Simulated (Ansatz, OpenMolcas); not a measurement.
# How methods differ on C3H11AlO (SMILES C[Al-](C)(C)[OH2+])

The species is C3H11AlO (16 atoms), meant as a singlet with charge 0. SMILES: `C[Al-](C)(C)[OH2+]`. The coordinates come from a PBE0-D4/def2-TZVP relaxation. This is one conformer, not always the lowest.

```xyz
16

C    -0.6380    0.7231   -1.7127
Al    0.0856   -0.1405   -0.0856
C     1.6989    0.6544    0.7405
C    -0.2107   -2.0711    0.1425
O    -1.2682    0.6786    1.2276
H    -0.5857    1.8181   -1.6867
H    -0.0691    0.4146   -2.5973
H    -1.6792    0.4456   -1.9177
H     1.8436    0.3439    1.7826
H     1.7073    1.7506    0.7170
H     2.6015    0.3341    0.2076
H    -0.0166   -2.4052    1.1672
H     0.4541   -2.6517   -0.5073
H    -1.2337   -2.3694   -0.1102
H    -0.8088    1.2219    1.8776
H    -1.8809    1.2530    0.7549
```

Quantity: the energy change with the Al2–O5 bond stretched from 2.056 to 2.365 Å, in eV. The values are calculated.

| level | kind | program | value (eV) | less CCSD(T)/6-31G* | CPU time (all runs) |
| --- | --- | --- | --- | --- | --- |
| revPBE/6-31G* (spherical functions) (restricted) | GGA | OpenMolcas | 0.05 | -0.06 | 2.8 min |
| M06-L/6-31G* (spherical functions) (restricted) | meta-GGA | OpenMolcas | 0.12 | +0.01 | 3.4 min |
| r2SCAN/6-31G* (spherical functions) (restricted) | meta-GGA | Ansatz | 0.14 | +0.03 | 45 s |
| B3LYP/6-31G* (spherical functions) (restricted) | global hybrid | Ansatz | 0.10 | -0.01 | 30 s |
| BHLYP/6-31G* (spherical functions) (restricted) | global hybrid | Ansatz | 0.14 | +0.03 | 27 s |
| r2SCAN0/6-31G* (spherical functions) (restricted) | hybrid meta-GGA | Ansatz | 0.16 | +0.05 | 48 s |
| CCSD(T)/6-31G* (Cholesky decomposition, spherical functions) (restricted) | coupled cluster or CI | OpenMolcas | 0.11 | 0.00 | 17 min |
| CCSD/6-31G* (spherical functions) (restricted) | coupled cluster or CI | Ansatz | 0.10 | -0.01 | 57 s |

Differences are taken from CCSD(T)/6-31G* (Cholesky decomposition, spherical functions) (restricted) for orientation; it has basis-set and higher-order errors of its own. The first shape isn't each level's own minimum. The values span 0.05 to 0.16 eV. Times are those of the runs behind each value, whatever else they computed, on shared processors of several kinds: orders of magnitude only.

Stretching the Al–O bond from 2.056 to 2.365 Å costs only 0.11 eV with CCSD(T), as expected for a soft dative bond. Water donates a lone pair into the vacant, largely 3p acceptor orbital of trimethylaluminium, and electrostatic attraction adds to the binding. The formal charges in the SMILES therefore overstate the actual electron transfer: the bond separates naturally into two neutral closed-shell molecules, not into ions or radicals.

CCSD gives 0.10 eV, so connected triples matter little over this stretch. All the functionals find a positive cost, but revPBE gives less than half the coupled-cluster value, probably because its exchange is too repulsive at donor–acceptor distances and it lacks dispersion. The share of exact exchange alone doesn't order the results, since r2SCAN and BHLYP both give 0.14 eV. The close agreement of B3LYP and M06-L with CCSD(T) supports their use for this short segment of the curve, but doesn't establish their accuracy for the full binding energy or for methane elimination.
